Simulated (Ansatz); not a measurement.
## Y: energy change per atom and pressure against volume scale

All results are calculated (Ansatz 0.2.0). Plane-wave DFT, scalar-relativistic PAW made under PBE with cores redone for the functional, no dispersion; the given relaxed cell is scaled uniformly, energy at zero smearing counts from the unscaled cell, pressure at the given Fermi-Dirac smearing is positive in compression.

The cell before it is scaled or strained (space group Pm-3m, No. 221):
```
Y
1.0
      3.1409     0.0000     0.0000
      0.0000     3.1409     0.0000
      0.0000     0.0000     3.1409
Y
1
Direct
  0.00000 0.00000 0.00000
```

Settings of every row: spin polarised no; functional LDA; wave cutoff 420 eV; smearing width 0.1 eV; k mesh 11x11x11.

Atom starting moment: 0 on all atoms.

Limits: the cell comes from a prototype or a list of computed structures and needn't be the stable phase.

```csv
row,volume scale,V (Å³/atom),energy change per atom (meV),pressure (GPa)
1,0.88,27.267,47.12,4.84
2,0.92,28.507,18.55,2.9
3,0.96,29.746,3.61,1.29
4,1.04,32.225,5.97,-1.19
5,1.08,33.465,20.17,-2.17
6,1.12,34.704,?,?
```

Question: what energy change per atom and pressure should row 6 give?

Worked fit of energy change per atom. Take u = (V_r/V)^(2/3) − 1 with V_r = 29.746 Å³ an atom, which is twice the finite (Eulerian) strain; such expansions in the strain, on which the Birch-Murnaghan equation of state is built, carry the rest volume and the bulk modulus. The shown rows have u = 0.05973, 0.02877, 0, -0.05197, -0.07553. Least squares give energy change per atom = 3.569 + 312.31 × u + 7011.4 × u² meV; a straight line predicts inner rows, each left out in turn, worse (root mean square 14 against 0.34 meV). The rows lie off it by -0.12, 0.19, 0.04, -0.31, 0.19 (root mean square 0.19 meV). The withheld row has u = -0.09767, so the fit gives 3.569 + 312.31 × (-0.09767) + 7011.4 × (-0.09767)² = 39.95 meV.

The calculation gave 41.38 meV. The fit lies 1.43 meV (3.5 % of the value, 3.3 % of the column's range) below it; its largest miss of a shown row is 0.31 meV. This row lies beyond the range of the fit.

Worked fit of pressure. Take u = (V_r/V)^(2/3) − 1 with V_r = 29.746 Å³ an atom, which is twice the finite (Eulerian) strain; such expansions in the strain, on which the Birch-Murnaghan equation of state is built, carry the rest volume and the bulk modulus. The shown rows have u = 0.05973, 0.02877, 0, -0.05197, -0.07553. Least squares give pressure = 1.293 + 53.3 × u + 100.4 × u² GPa; a straight line predicts inner rows, each left out in turn, worse (root mean square 0.21 against 0.018 GPa). The rows lie off it by 0.01, -0.01, 0.00, 0.02, -0.01. The pressure vanishes at u = -0.0255, or V = 30.92 Å³ an atom, and there the bulk modulus at fixed shape and fractions is B = −V dP/dV = (2/3)(1 + u) dP/du = 31.3 GPa. The withheld row has u = -0.09767, so the fit gives 1.293 + 53.3 × (-0.09767) + 100.4 × (-0.09767)² = -2.96 GPa.

The calculation gave -2.99 GPa. The fit lies 0.03 GPa (1 % of the value, 0.38 % of the column's range) above it; its largest miss of a shown row is 0.02 GPa. This row lies beyond the range of the fit.
